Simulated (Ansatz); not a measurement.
## YCl: pressure and energy less free atoms against volume scale

Periodic Kohn-Sham DFT of a crystal at fixed atoms, scaled to volume_scale times the given cell; pressure positive in compression, energy less spherical unpolarised free atoms, largest_vzz the field gradient of largest size among the nuclei. The results are calculated, by Ansatz 0.2.0.

The cell before it is scaled or strained (space group R-3m, No. 166):
```
CELL_PARAMETERS angstrom
1.87620 1.08320 9.17500
-1.87620 1.08320 9.17500
0.00000 -2.16640 9.17500
ATOMIC_POSITIONS crystal
Y 0.21683 0.21683 0.21683
Y 0.78317 0.78317 0.78317
Cl 0.38830 0.38830 0.38830
Cl 0.61170 0.61170 0.61170
```

Settings of every row: method all-electron LAPW; functional PBEsol; relativity scalar; k mesh 8x8x8; filling fermi-dirac; smearing width 0.02 eV; basis error target 1 meV/atom; nucleus gaussian.

Atom start moment: 0 on all atoms.

Limits: a layered crystal: even scaling strains the bonds within the layers, so this curve is stiffer than the crystal under pressure.

```
row  volume scale  V (Å³/atom)  pressure (GPa)  energy less free atoms (eV/atom)
  1          0.94       26.291           2.438                           -4.9301
  2          0.96       26.851           1.307                           -4.9366
  3          0.98        27.41           0.271                           -4.9393
  4          0.99        27.69          -0.213                           -4.9394
  5          1.01       28.249               ?                                 ?
  6          1.02       28.529          -1.537                           -4.9347
  7          1.04       29.088          -2.322                           -4.9279
  8          1.06       29.648          -3.035                           -4.9186
```

Question: what pressure and energy less free atoms should row 5 give?

Worked fit of pressure. Take u = (V_r/V)^(2/3) − 1 with V_r = 27.69 Å³ an atom, which is twice the finite (Eulerian) strain; such expansions in the strain, on which the Birch-Murnaghan equation of state is built, carry the rest volume and the bulk modulus. The shown rows have u = 0.03517, 0.02072, 0.0068, 0, -0.0197, -0.0323, -0.04453. Least squares give pressure = −0.2127 + 70.237 × u + 149.63 × u² − 99 × u³ GPa; a parabola predicts inner rows, each left out in turn, worse (root mean square 0.0019 against 0.0012 GPa). The rows lie off it by 0.000, 0.001, -0.001, 0.000, 0.001, 0.000, 0.000. The pressure vanishes at u = 0.0030, or V = 27.57 Å³ an atom, and there the bulk modulus at fixed shape and fractions is B = −V dP/dV = (2/3)(1 + u) dP/du = 47.6 GPa. Letting shape and atoms relax would as a rule lower it, by much in layered, chain or molecular crystals. The withheld row has u = -0.01324, so the fit gives −0.2127 + 70.237 × (-0.01324) + 149.63 × (-0.01324)² − 99 × (-0.01324)³ = -1.116 GPa.

The calculation gave -1.116 GPa. The fit meets it to the printed digit.

Worked fit of energy less free atoms. Take u = (V_r/V)^(2/3) − 1 with V_r = 27.69 Å³ an atom, which is twice the finite (Eulerian) strain; such expansions in the strain, on which the Birch-Murnaghan equation of state is built, carry the rest volume and the bulk modulus. The shown rows have u = 0.03517, 0.02072, 0.0068, 0, -0.0197, -0.0323, -0.04453. Least squares give energy less free atoms = −4.93936 − 0.0582 × u + 9.164 × u² eV/atom; a straight line predicts inner rows, each left out in turn, worse (root mean square 0.005 against 4.9e-05 eV/atom). All shown rows lie on it to the printed digit. Its lowest point lies at u = 0.0032, or V = 27.56 Å³ an atom, and the curvature there gives the bulk modulus at fixed shape and fractions, B = (4/9)(1 + u)² E″(u)/V = 47.7 GPa. Letting shape and atoms relax would as a rule lower it, by much in layered, chain or molecular crystals. The withheld row has u = -0.01324, so the fit gives −4.93936 − 0.0582 × (-0.01324) + 9.164 × (-0.01324)² = -4.9370 eV/atom.

The calculation gave -4.937 eV/atom. The fit meets it to the printed digit.
